Why can one excited state of a flat aromatic molecule absorb strongly while its neighbour, only a tenth or two of an electronvolt away, is dark, and which of these states really moves charge? The molecule here is a naphthalene with one ring CH replaced by phosphorus, a bromine on the carbon next to it and a methyl group further round the ring. Its eight lowest singlets were computed with a hybrid functional containing half exact exchange.

Vertical singlet excitations of C10H8BrP (Cc1cc(Br)pc2ccccc12) in the gas phase, computed with PySCF 2.14.0 using density-fitted Tamm-Dancoff TDDFT at the BHandHLYP/def2-SVP level, with core orbitals frozen in the response, at a GFN2-xTB geometry. The last two columns give the orbital pair with the largest weight in each state.

```
row  singlet state  singlet energy (eV)  singlet oscillator strength  singlet exciton size (Å)  singlet orbital overlap lambda  singlet main from  singlet main to
  1              1                4.250                        0.169                     3.610                           0.860               HOMO             LUMO
  2              2                4.440                        0.004                     3.500                           0.630             HOMO-1             LUMO
  3              3                5.280                        0.022                     3.110                           0.460             HOMO-3             LUMO
  4              4                5.560                        0.000                     3.460                           0.410               HOMO           LUMO+3
  5              5                5.630                        0.579                     3.750                           0.650             HOMO-2             LUMO
  6              6                5.780                        0.000                     3.940                           0.390             HOMO-4             LUMO
  7              7                5.860                        0.270                     3.760                           0.690               HOMO           LUMO+2
  8              8                6.080                        0.361                     3.260                           0.680             HOMO-2             LUMO
```

The oscillator strength measures how strongly a state absorbs. Lambda, the orbital overlap, is near 1 when hole and electron occupy the same regions of space, and the exciton size is the root-mean-square distance between them. None of the three runs steadily with energy, because the states differ in kind.

The first division comes from the molecular plane. In states 1, 2, 5, 7 and 8 an electron moves from one π orbital to another. State 3 starts mainly from the lone pair on phosphorus and state 6 from a lone pair on bromine, both of which lie in the plane, and both end in a π* orbital. State 4 does the reverse: it starts from π orbitals and ends in the antibonding σ* orbital of the carbon–bromine bond.

A π orbital changes sign on reflection in the plane, and an in-plane orbital does not. A transition between the two kinds can therefore have a transition dipole only along the normal to the plane, whereas a π→π* transition has one only within it. The computed dipoles follow this rule: with the plane fixed by states 1 and 5, those of states 2, 7 and 8 lie in it, and those of states 3, 4 and 6 point about 97% or more along the normal, measured by their squares. A dipole within the plane can build up over the length of the ring system, but one along the normal has only the thickness of the π cloud to work with. That is why states 3, 4 and 6 are weak.

State 3 is nevertheless much less dark than the other two, with a transition dipole about 25 times that of state 4. The likely reason is that a phosphorus lone pair has much s character, and an s→p jump on one atom is allowed. In state 4 hole and electron also share the bromine atom, but there the jump is essentially from p to p, which gives no dipole on that atom. They share the carbon next to it as well, where the σ* orbital has some s character, so this argument doesn't fully settle why the dipole of state 4 is so small. In state 6 the hole is again p-type, on bromine, and the electron sits mostly on other atoms, so little dipole is expected.

State 2 is the irregular member of the π→π* family. Its overlap of 0.63 is almost that of state 5, 0.65, yet its oscillator strength is 0.004 against 0.579. State 2 is a nearly equal mixture of two excitations, HOMO−1→LUMO and HOMO→LUMO+1, which the single orbital label in the table hides. The two have almost the same orbital energy gap, 6.96 and 7.03 eV, so even a modest coupling mixes them almost evenly. In naphthalene-like molecules the transition dipoles of such a pair nearly cancel in one combination and add in the other, and the weakness of state 2 suggests that it is the cancelling one. State 5 contains the same pair, together with a third excitation that it shares with state 8, so the pair need not account for all of its brightness.

Overlap thus separates the two families, with every π→π* state at 0.63 or above and the other three at 0.46 or below, but it doesn't tell how far charge moves. For that one needs the distance between the centres of hole and electron. It is about 1.0 Å in state 7 and 1.1 Å in state 3, although their overlaps are 0.69 and 0.46.

The exciton size mixes this shift with the spread of the two clouds:

size² = shift² + hole width² + electron width² − correlation

The last term is positive when the electron tends to stay near the hole. For state 3, in Å²:

size² = 1.12 + 3.14 + 5.59 − 0.18 = 9.67, so size = 3.11 Å

This is an exact identity, so its agreement with the table tests nothing, but it shows what the number is made of. State 3 has the smallest exciton of all, despite its shift, because its hole is packed tightly around phosphorus. State 8 is almost as small for two other reasons: its hole is the most compact among the π→π* states, and its electron follows its hole more closely than in any other state.

Only in state 6 is the shift the largest of the terms. The centres lie 2.5 Å apart as charge passes from bromine into the ring, and this supplies 40% of the squared size. By this measure state 6 is the clearest charge-transfer state of the eight, though a short-range one, and it is also the darkest. The distance leaves out the response of the other electrons, however. In states 1 to 4, where that response was computed, it reduces the change in dipole moment, in state 3 from 5.1 to 2.2 D. There is no such value for state 6, so its real shift of charge is probably smaller than the distance suggests. The output after this text gives the same budget for every state, with the minus sign included in the correlation column.

The character of the states is safer than their order. States 1 and 2 are 0.19 eV apart and states 4 to 7 lie within 0.3 eV, which is no more than the usual error of such a method, and the energies of states 4 and 6 also suffer from the neglect of relativity at bromine. The basis set has no diffuse functions, so Rydberg states may be missing from this range. The Tamm-Dancoff approximation makes the strengths of the bright states approximate, but it doesn't touch the symmetry rule that sets the two families apart.

Numerical output:

```
Polarisation and coupling:
  row  transition dipole (au)  share of its square along the normal (%)  largest spin-orbit coupling to T1-T4 (cm-1)
    1                   1.273                                         0                                        0.215
    2                  0.1871                                 0.0001059                                        0.114
    3                    0.41                                       100                                        44.27
    4                 0.01649                                     96.71                                        95.88
    5                   2.049                                 1.741e-31                                        0.485
    6                0.009977                                      99.8                                        253.7
    7                   1.371                                 2.241e-06                                         0.76
    8                   1.556                                  6.25e-05                                        0.254
Budget of exciton size squared (angstrom^2):
  row  centroid shift  hole width  electron width  correlation  share of shift (%)
    1          0.0231        6.88            6.29       -0.171              0.1774
    2         0.02132        6.62           6.265      -0.6827              0.1744
    3           1.121       3.144           5.588      -0.1844                11.6
    4           2.477       6.155           3.602      -0.3014               20.76
    5          0.1505       8.667           6.121      -0.8303               1.067
    6            6.26       3.905           5.565      -0.2331                40.4
    7           1.088       6.864           6.057       0.1032               7.709
    8          0.1069       5.617            6.19       -1.309               1.008
Ground-state dipole, share of its square along the normal (%): 7.96e-07
Highest over lowest excitation energy (ratio): 1.431
Transition dipole of state 5 over state 2 (ratio): 10.95
Transition dipole of state 3 over state 4 (ratio): 24.86
Weight of the shared pair of configurations in state 2: 0.967
Weight of the same pair in state 5: 0.535
Energy of state 5 less state 2 (eV): 1.19
Lowest overlap among pi-pi* states: 0.63
Highest overlap among the other three states: 0.46
Exciton size of state 3 less state 1 (angstrom): -0.5
Energy of state 2 less state 1 (eV): 0.19
Energy of state 7 less state 4 (eV): 0.3
```
